Solution key: the 2kT/q intercept correction of a two-sided abrupt junction, with limits and numbers for GaAs at doping ratio 3

Conventions. The p side (acceptors NA) fills x < 0 and the n side (donors ND) fills x > 0. V is positive in forward bias, ε is uniform, and A is the area. Dopants are fully ionised, statistics are Boltzmann and each quasi-Fermi level is flat across the space-charge region, until part (e). Define U = q(Vbi − V)/kT, r = NA/ND ≥ 1 and Neff = NA·ND/(NA + ND). The potential u, in units of kT/q, runs from 0 in the p bulk to U in the n bulk, v = U − u, p = NA·e^(−u), n = ND·e^(−v). Terms of order e^(−U) are dropped.

(a) Dimensional analysis

The six quantities C/A, ε, kT/q, qNA, qND and Vbi − V are built from charge, voltage and length, which leaves three groups. With L² = εkT/(q²Neff) = Lp² + Ln², the sum of the squared Debye lengths of the two sides,

C·L/(εA) = f(U, r).

The depletion approximation gives f = (2U)^(−1/2) and a width W = L√(2U).

(b) First integral

Multiplying Poisson's equation by the slope of the potential and integrating from each bulk gives εE²/(2kT) = F, with

p side: F = NA(u − 1 + e^(−u)) + ND·e^(−v)
n side: F = ND(v − 1 + e^(−v)) + NA·e^(−u)   (1)

The −1 is the majority tail, and the last term is the carriers that spill over from the other side. E is continuous at x = 0. The exponentials are the same on both sides there and cancel, so NA(u0 − 1) = ND(v0 − 1) with u0 + v0 = U:

u0 = (NA − ND + ND·U)/(NA + ND) = 1 + s, v0 = 1 + rs, s = (U − 2)/(r + 1).   (2)

Equation (2) holds at any r, up to e^(−U). If e^(−u0) and e^(−v0) are negligible, F(0) = G = Neff(U − 2), the charge per area is Q = εE0 = √(2εkT·G), and C/A = −dQ/dV:

(A/C)² = 2(Vbi − V − 2kT/q)/(qεNeff), f = [2(U − 2)]^(−1/2).   (3)

The slope −2/(qεNeff) is that of the depletion approximation, so the extracted doping is unchanged. The intercept drops to Vbi − 2kT/q, one kT/q per side whatever r is, and (εA/C)² = W² − 4L².

(c) Numbers

Inputs at 300 K. Compiled values: gap 1.42 eV (Wing 2021), static dielectric constant 12.87 (Rakita 2019), electron mass 0.067 mₑ and γ1 = 6.98, γ2 = 2.06, γ3 = 2.93 (0 K values, Vurgaftman 2001). Assumed doping: ND = 1×10¹⁶ and NA = 3×10¹⁶ cm⁻³, so Neff = 7.5×10¹⁵ cm⁻³.

kT/q = 25.85 mV. The spherical average γ̄ = (2γ2 + 3γ3)/5 = 2.582 gives hole masses 1/(γ1 ∓ 2γ̄) = 0.551 and 0.0823 mₑ. Parabolic bands with N = 2(2πm·kT/h²)^(3/2), summed over both hole bands, give Nc = 4.35×10¹⁷ and Nv = 1.08×10¹⁹ cm⁻³. At V = 0,

U = Eg/kT − ln[NcNv/(NA·ND)] = 54.93 − 9.66, or 45.26 from the unrounded terms,

so the model has Vbi = 1.170 V and an intercept 51.7 mV lower, at 1.118 V. The last digit of both is soft: the gap is rounded to ±5 meV and a 10 % change of one density-of-states mass moves Vbi by 4 mV. The 51.7 mV shift is independent of these inputs. Further, Ln = 42.9 nm, Lp = 24.8 nm, L = 49.5 nm, ε/L = 230 nF/cm².

V (V) | U | u0 | C/A (nF/cm²) | excess over depletion approximation (%)
0 | 45.3 | 11.8 | 24.7 | 2.3
−1 | 83.9 | 21.5 | 18.0 | 1.2
−5 | 238.7 | 60.2 | 10.6 | 0.42

At zero bias the profiling depth εA/C is 461 nm against W = 471 nm. The p side drops (r − 1)/(r + 1) = 0.5 kT/q more than the depletion share U/(r + 1).

(d) Limits in U and r

Large U. C exceeds the depletion value by the factor (1 − 2/U)^(−1/2) = 1 + 1/U + 3/(2U²) + …, which falls below 1 % beyond V ≈ −1.5 V. The relative correction fades, while the intercept shift stays.

Spill-over correction. The terminal charge is the electron deficit (equal to the hole deficit), which is εE0 minus the spilled carriers. For r well above 1 only holes spill, and

Q = √(2εkT)·½∫₀^v0 ND(1 − e^(−v)) F^(−1/2) dv.

The hole term of (1) matters within a few kT/q of the junction, where ND(v − 1) ≈ G if rs ≫ 1. Put y = NA·e^(−u0)/G = e^(−1−s)/s and w = √(1 + y). The holes reduce the integral by ND/(2√G) times

∫₀^∞ [1 − (1 + y·e^(−t))^(−1/2)] dt = 2 ln[(1 + w)/2].

Hence Q² = 2εkT·Neff(U − 2 − δ) with δ = (1 + 1/r)·2 ln[(1 + w)/2]. Differentiating, to first order in dδ/dU, replaces U − 2 in (3) by U − 2 − Δ, where Δ = δ − 2s·dδ/ds:

Δ = (1 + 1/r){2 ln[(1 + w)/2] + 2(1 + s)(1 − 1/w)}.   (4)

The relative corrections to (4) are of order a few times 1/(rs). At U = 45.26 it agrees within 10 % with direct quadrature for the rows below, which keep U fixed and statistics Boltzmann.

r | s | Δ
3 | 10.8 | 1×10⁻⁵
10 | 3.93 | 0.011
30 | 1.40 | 0.19
100 | 0.428 | 0.81
1000 | 0.0432 | 2.8

Large s, both sides depleted: Δ ≈ (1 + 1/r)(3 + 2s)e^(−1−s)/(2s), exponentially small. As r approaches 1 the electron term, obtained by exchanging the sides, adds and becomes equal at r = 1.

Small s, one-sided: u0 → 1 and Δ → 1 + ln[1/(4s)]. The heavy side is never depleted, and its holes form a layer inside the n side. The offset does not fall to the single kT/q of an ideal Schottky barrier; it grows as ln r. Since U itself contains ln r, the combination U − Δ no longer depends on NA.

Crossovers. With the factor 1 + 1/r set to 1, Δ = 0.1 at s = 1.9 and Δ = 1 at s = 0.33. At U = 45.26 these are r ≈ 22 and r ≈ 1.3×10². The working condition for (3) is therefore that the heavy side drops about 3kT/q or more, and r = 3 at zero bias lies far inside it.

Small U at r = 3. Equation (4) reaches Δ = 0.1 near U = 10, a forward bias of 0.9 V; it is only a rough guide there, as rs is about 6. A term dropped so far competes at this bias. Holes of density NA·e^(−U) stored over a diffusion length ℓ add a low-frequency capacitance of relative size about e^(−U)·ℓ·(εA/C)/Lp². For U = 10 and a typical ℓ of 1 µm this is 0.015, which shifts U − 2 by 2(U − 2) times that amount, about 0.2. The divergence of (3) at U = 2 lies well outside its range and is an artefact.

(e) Limits in doping and temperature

If the tail constant 1 of each side becomes ap and an, continuity gives G = Neff(U − ap − an).

Degeneracy. Integrating n = Nc·F½(η) over the potential gives an = F3/2(η)/F½(η), where η is the reduced bulk Fermi level and Fj is normalised by Γ(j + 1). For small doping an ≈ 1 + ND/(2^(5/2)·Nc), an excess of 0.004 here. At η = 0, which is ND = 3.3×10¹⁷ cm⁻³, an = 1.13. For large η in a parabolic band an → 2η/5, so the shift scales with the Fermi energy and no longer with kT.

Incomplete ionisation. Let a fraction φ of the dopants be neutral in the bulk and follow the signal. The free carriers contribute 1 − φ and the neutral dopants −ln(1 − φ), so a = 1 + φ²/2 + …, while U itself falls by φ to first order. With φ = K(1 − φ)², K = g(N/Nband)·e^(Ei/kT), the usual degeneracy factors g = 2 and 4, the hydrogenic donor energy 0.067 Ry/12.87² = 5.5 meV and a typical acceptor energy of 28 meV, φ is 0.05 for donors and 0.03 for acceptors. The constant 2 changes by 0.002, and Vbi falls by about 2 mV.

Temperature. The intercept is Eg/q − (kT/q){ln[NcNv/(NA·ND)] + 2}. The correction adds −0.172 mV/K to its temperature coefficient and amounts to 21 % of the logarithmic term at 300 K. On cooling it shrinks linearly until φ ceases to be small, when −ln(1 − φ) takes over from the free-carrier tail.

Result. For the model junction the intercept lies 2kT/q = 51.7 mV below Vbi = 1.17 V, the slope returns Neff unchanged, and spill-over, degeneracy and ionisation together alter the constant 2 by less than 1 % at zero or reverse bias.